# Unfolding the GaAs$_{1-x}$Bi$_x$ valence edge: a wrong first attempt and its repair

**My first attempt below is wrong.** It gives an unfolding weight of exactly 1 for every supercell state at every unfolded wave vector, because I summed plane-wave coefficients over supercell reciprocal vectors $\mathbf G$ where only primitive ones $\mathbf g$ belong. I keep it because the wrong number looked reasonable at the first point I inspected.

## Conventions

Primitive lattice vectors are $\mathbf r$, with reciprocal vectors $\mathbf g$. Supercell vectors are $\mathbf R$, with reciprocal vectors $\mathbf G$. The supercell holds $N$ primitive cells, so every $\mathbf R$ is an $\mathbf r$, and every $\mathbf g$ is a $\mathbf G$, but not the reverse. The $\mathbf r_j$ ($j=0,\dots,N-1$, $\mathbf r_0=0$) are primitive translations that are inequivalent modulo $\mathbf R$. Translations act as $T(\mathbf r)\psi(\mathbf x)=\psi(\mathbf x+\mathbf r)$, so a Bloch state at $\mathbf k$ has eigenvalue $e^{+i\mathbf k\cdot\mathbf r}$. A supercell eigenstate, normalised in the supercell volume $\Omega$, is

$$\psi_{KJ}(\mathbf x)=\Omega^{-1/2}\sum_{\mathbf G}C_{KJ}(\mathbf G)\,e^{i(\mathbf K+\mathbf G)\cdot\mathbf x},\qquad \sum_{\mathbf G}|C_{KJ}(\mathbf G)|^2=1. \tag{1}$$

The $N$ primitive wave vectors that fold onto $\mathbf K$ are $\mathbf k=\mathbf K+\mathbf G_k$, with $\mathbf G_k$ inequivalent modulo $\mathbf g$. The weight and the spectral function are

$$W_{KJ}(\mathbf k)=\sum_n|\langle \mathbf kn|KJ\rangle|^2,\qquad A(\mathbf k,E)=\sum_J W_{KJ}(\mathbf k)\,\delta(E-E_{KJ}), \tag{2}$$

where $|\mathbf kn\rangle$ is any complete orthonormal set of primitive Bloch states at $\mathbf k$, also normalised in $\Omega$. For spinors $|C|^2$ includes a sum over both spin components. Lengths are in nm and energies in eV ($1\ \mathrm{eV}=1.602\times10^{-19}$ J).

## The test system

The cell is the cube of edge $2a$ with composition Ga$_{32}$As$_{31}$Bi. With the approximate input $a=0.565$ nm the edge is 1.13 nm, $N=32$ and $x=1/32=3.125\,\%$. Then $\mathbf G=(\pi/a)(m_1,m_2,m_3)$ with integer $m_i$ and $\pi/a=5.56\ \mathrm{nm^{-1}}$. At $\mathbf K=0$ the folded points, in units of $2\pi/a$, are $\Gamma$, six $\Delta(\tfrac12,0,0)$, twelve $\Sigma(\tfrac12,\tfrac12,0)$, four $L(\tfrac12,\tfrac12,\tfrac12)$, three $X(1,0,0)$ and six $W(1,\tfrac12,0)$.

To have states I can solve by hand I use one orthonormal Wannier orbital per fcc anion site, nearest-neighbour hopping $t>0$, and zero energy at the host maximum:

$$\varepsilon_{\mathbf k}=4t\,(c_xc_y+c_yc_z+c_zc_x)-12t,\qquad c_\alpha=\cos(k_\alpha a/2).$$

Near $\Gamma$ this is $-ta^2k^2$, so $t=\hbar^2/(2m^*a^2)$. With $\hbar^2/(2m_ea^2)=0.119$ eV and a typical heavy-hole mass $m^*\approx0.5\,m_e$, I take $t=0.24$ eV ($3.8\times10^{-20}$ J). The folded host levels are 0 ($\Gamma$), $-8t=-1.92$ eV ($\Delta$), $-12t=-2.88$ eV ($\Sigma$, $L$) and $-16t=-3.84$ eV ($X$, $W$), with multiplicities 1, 6, 16 and 9.

Bismuth is an on-site shift $U$ at the origin. In the basis of the 32 host states $H_{kk'}=\varepsilon_k\delta_{kk'}+U/N$, so an eigenstate $\sum_k c_k|\mathbf k\rangle$ with amplitude on the Bi site has $c_k\propto1/(E-\varepsilon_k)$ and

$$\frac NU=\frac1E+\frac6{E+8t}+\frac{16}{E+12t}+\frac9{E+16t}. \tag{3}$$

I choose $U=1.9$ eV so that the edge rises by a typical 50 meV per percent of Bi, which is 0.156 eV at this $x$. That shift is an input through $U$ and tests nothing. The four roots of (3) are $+0.156$, $-0.973$, $-2.296$ and $-3.626$ eV. The other 28 states vanish on the Bi site and stay at host energies: 5 at $-8t$, 15 at $-12t$, 8 at $-16t$.

## The projector (this part stands)

On the space of supercell Bloch vector $\mathbf K$ define

$$P_{\mathbf k}=\frac1N\sum_{j}e^{-i\mathbf k\cdot\mathbf r_j}\,T(\mathbf r_j). \tag{4}$$

Replacing $\mathbf r_j$ by $\mathbf r_j+\mathbf R$ multiplies a term by $e^{i(\mathbf K-\mathbf k)\cdot\mathbf R}=e^{-i\mathbf G_k\cdot\mathbf R}=1$, so the choice of representatives is immaterial. On a primitive state, $P_{\mathbf k}|\mathbf k'n\rangle=f(\mathbf k'-\mathbf k)|\mathbf k'n\rangle$, with

$$f(\mathbf q)=\frac1N\sum_j e^{i\mathbf q\cdot\mathbf r_j}.$$

I took $f(\mathbf k'-\mathbf k)=\delta_{kk'}$ among the folded points as standard, and I prove it further down. The $|\mathbf k'n\rangle$ of the $N$ folded points span the space, so $P_{\mathbf k}=\sum_n|\mathbf kn\rangle\langle\mathbf kn|$ and

$$W_{KJ}(\mathbf k)=\frac1N\sum_je^{-i\mathbf k\cdot\mathbf r_j}\langle KJ|T(\mathbf r_j)|KJ\rangle. \tag{5}$$

No primitive eigenstates appear in (5); only the primitive lattice does.

## The wrong attempt

From (1), plane waves are eigenfunctions of $T$ and orthonormal in $\Omega$:

$$\langle KJ|T(\mathbf r_j)|KJ\rangle=\sum_{\mathbf G'}|C_{KJ}(\mathbf G')|^2e^{i(\mathbf K+\mathbf G')\cdot\mathbf r_j}.$$

Inserting this into (5) gives, correctly,

$$W_{KJ}(\mathbf k)=\sum_{\mathbf G'}|C_{KJ}(\mathbf G')|^2\,f(\mathbf G'-\mathbf G_k). \tag{6}$$

Next I wrote, **wrongly**: a lattice sum of phases is 1 when its argument is a reciprocal vector and 0 otherwise, the reciprocal vectors of my calculation are the $\mathbf G$, so

$$f(\mathbf q)=1\ \text{ for }\ \mathbf q\in\{\mathbf G\}\qquad\text{(wrong)}, \tag{7}$$

$$W^{\rm wrong}_{KJ}(\mathbf k)=\sum_{\mathbf G}|C_{KJ}(\mathbf k-\mathbf K+\mathbf G)|^2\qquad\text{(wrong)}. \tag{8}$$

I evaluated (8) for the top state at $\Gamma$ and got 1. My wrong conclusion was that Bi lifts the valence edge by 0.156 eV and leaves it a pure $\Gamma$ Bloch state, with no mixing. The formula even passed my one control, since with $U=0$ the top state does have weight 1 at $\Gamma$.

## The symptom

The same top state evaluated at $X$ also gave 1, and so did $L$, $W$, $\Sigma$ and $\Delta$. Three things cannot be right.

1. The folded points decompose the identity, so $\sum_{\mathbf k}W_{KJ}(\mathbf k)=1$ for a normalised state. Formula (8) gives 32.
2. In a one-band model $\int A(\mathbf k,E)\,dE=\mathrm{Tr}\,P_{\mathbf k}=1$. Formula (8) gives 32 lines of unit weight, and the same 32 lines at every folded $\mathbf k$.
3. With $U=0$, pure host, the valence maximum appears with full weight at $X$, where the band is at $-3.84$ eV.

The reason is plain once seen. Since $\mathbf k-\mathbf K=\mathbf G_k$ is itself a supercell reciprocal vector, $\mathbf G_k+\mathbf G$ runs over all $\mathbf G$, and (8) is the normalisation sum in (1). It depends on neither $\mathbf k$, $J$ nor the potential. What I had plotted was the folded band structure.

## The faulty line

Line (7) is the fault. The rule I quoted pairs a lattice with its own reciprocal lattice. It is true that $e^{i\mathbf G\cdot\mathbf R}=1$, but the sum in $f$ runs over primitive translations $\mathbf r_j$, which lie inside the supercell. One example is enough: $\mathbf G=(\pi/a)(1,0,0)$ and $\mathbf r=(a/2)(1,1,0)$ give $\mathbf G\cdot\mathbf r=\pi/2$, a phase $i$. Line (7) also contradicts my own use of $f(\mathbf k'-\mathbf k)=\delta_{kk'}$, because $\mathbf k'-\mathbf k$ is a $\mathbf G$.

## The mended calculation

Let $\mathbf q$ be any supercell reciprocal vector. The phase $e^{i\mathbf q\cdot\mathbf r}$ is unchanged by $\mathbf r\to\mathbf r+\mathbf R$. Adding a fixed primitive vector $\mathbf r_l$ to all $\mathbf r_j$ permutes them modulo $\mathbf R$, so

$$f(\mathbf q)=e^{i\mathbf q\cdot\mathbf r_l}f(\mathbf q)\quad\text{for every } l .$$

Either $f=0$, or $e^{i\mathbf q\cdot\mathbf r}=1$ for all primitive $\mathbf r$, which means $\mathbf q$ is a $\mathbf g$, and then every term is 1. So $f(\mathbf q)=1$ on $\{\mathbf g\}$ and 0 on the remaining $\mathbf G$. This proves $f(\mathbf k'-\mathbf k)=\delta_{kk'}$, and it turns (6) into

$$W_{KJ}(\mathbf k)=\sum_{\mathbf g}|C_{KJ}(\mathbf k-\mathbf K+\mathbf g)|^2. \tag{9}$$

The $N$ sets $\{\mathbf G_k+\mathbf g\}$ are disjoint and together exhaust $\{\mathbf G\}$, so $\sum_{\mathbf k}W_{KJ}(\mathbf k)=1$ by (1). The wrong formula is exactly this sum: $W^{\rm wrong}=\sum_{\mathbf k'}W_{KJ}(\mathbf k')$.

For my cube I did the sum explicitly. Here $\mathbf r=(a/2)(n_1,n_2,n_3)$ with $n_i=0,\dots,3$ and even $n_1+n_2+n_3$, and $\mathbf G\cdot\mathbf r=(\pi/2)\,\mathbf m\cdot\mathbf n$. Enforcing the parity with the factor $\tfrac12[1+(-1)^{n_1+n_2+n_3}]$ and using $-1=i^2$,

$$f=\frac1{64}\Big[\prod_\alpha\sum_{n=0}^3 i^{\,m_\alpha n}+\prod_\alpha\sum_{n=0}^3 i^{\,(m_\alpha+2)n}\Big].$$

Each inner sum is 4 when its multiplier is divisible by 4 and zero otherwise. Hence $f=1$ only when all $m_\alpha\equiv0$ or all $m_\alpha\equiv2$ modulo 4. These are $\mathbf g=(2\pi/a)(h,k,l)$ with indices all even or all odd, the bcc lattice reciprocal to fcc. Two residue classes out of 64 survive, one in 32. The selection test in a program is therefore applied to $\mathbf m-\mathbf m_k$, where $\mathbf G_k=(\pi/a)\mathbf m_k$.

In the model, a Bloch sum of Wannier orbitals at $\mathbf k$ contains only plane waves $\mathbf k+\mathbf g$, with amplitudes $b_k(\mathbf g)$ obeying $\sum_{\mathbf g}|b_k|^2=1$. Then $C(\mathbf k-\mathbf K+\mathbf g)=c_kb_k(\mathbf g)$, and for the four roots of (3) formula (9) gives

$$W_J(\mathbf k)=|c_k|^2=\frac{(E_J-\varepsilon_k)^{-2}}{\sum_{k'}(E_J-\varepsilon_{k'})^{-2}},$$

whatever the shape of the orbital. For the top state the denominator is $41.32+1.39+1.74+0.56=45.01\ \mathrm{eV^{-2}}$. The digits below are model arithmetic, kept so that the sums close.

| point | number | $W$ each | class total | wrong $W$ each |
|---|---|---|---|---|
| $\Gamma$ | 1 | 0.918 | 0.918 | 1 |
| $\Delta$ | 6 | 0.0052 | 0.031 | 1 |
| $\Sigma$ | 12 | 0.0024 | 0.029 | 1 |
| $L$ | 4 | 0.0024 | 0.010 | 1 |
| $X$ | 3 | 0.0014 | 0.004 | 1 |
| $W$ | 6 | 0.0014 | 0.008 | 1 |

The class totals add to 1. The 0.082 of weight away from $\Gamma$ is what concentrates the state on bismuth. The Bi-site probability is $|\sum_kc_k|^2/N=(N/U)^2/(45.01\ \mathrm{eV^{-2}}\,N)=0.197$, against $1/32=0.031$ for a pure Bloch state.

At fixed $\mathbf k=\Gamma$ only four lines carry weight:

| $E_J$ (eV) | $+0.156$ | $-0.973$ | $-2.296$ | $-3.626$ |
|---|---|---|---|---|
| $W_J(\Gamma)$ | 0.918 | 0.080 | 0.0020 | 0.0003 |

The 28 unshifted states have none. Moments give an independent control. The mean is $H_{\Gamma\Gamma}=xU=0.059$ eV. The variance is $\sum_{k'\ne\Gamma}|H_{\Gamma k'}|^2=(N-1)U^2/N^2=x(1-x)U^2$, a root-mean-square width of 0.33 eV. The tabulated lines reproduce both.

## Size of the error

- **Edge state at $\Gamma$:** 1 in place of 0.918, too large by 8.9 %. This is small enough to pass unnoticed, yet the whole alloy effect, the missing 0.082, is erased.
- **Edge state at $X$:** 1 in place of 0.0014, too large by a factor $7.2\times10^2$.
- **Sum rules:** 32 in place of 1, exactly $N$ for any Hamiltonian, so the failure grows with the cell.
- **Rescaling does not help.** Dividing (8) by $N$ restores the sum rule with $W=0.031$ everywhere. The edge state is then too weak at $\Gamma$ by a factor 29 and too strong at $X$ by a factor 22. The mean of $A(\Gamma,E)$ becomes $\mathrm{Tr}H/N=-12t+xU=-2.82$ eV in place of $+0.059$ eV, an offset of $12t$. Its variance becomes $12t^2+x(1-x)U^2$, a width of 0.89 eV in place of 0.33 eV. The sum rule is thus necessary but not sufficient. The $U=0$ test at a point other than $\Gamma$ catches both versions.

How far do these figures carry? The value $W^{\rm wrong}=1$ is exact; the correct weights depend on the model. Holding the edge at 0.156 eV and setting $t=0.17$ or $0.34$ eV (masses $0.70\,m_e$ and $0.35\,m_e$) gives $W(\Gamma)=0.85$ or $0.96$, an overstatement of 17 % or 5 %, and a factor $4.0\times10^2$ or $1.3\times10^3$ at $X$. The real edge is a fourfold $p$-like spin-orbit multiplet with the split-off band approximately 0.34 eV lower, about twice the edge shift, and the model has none of this. An ordered cell with one Bi also lacks pairs, clusters and relaxation, and at $\mathbf K=0$ it offers no host state within 1.92 eV of the edge to mix with. I read the result as an error of order ten percent at $\Gamma$ and of two to three orders of magnitude at the zone boundary.

Two cautions remain for real data. Within a degenerate multiplet the single weights depend on the basis the diagonaliser returns, and only their sum is defined. With projector-augmented or ultrasoft potentials the stored pseudo-coefficients do not satisfy the normalisation in (1), so the augmentation part must be treated before the sum rule can serve as a test.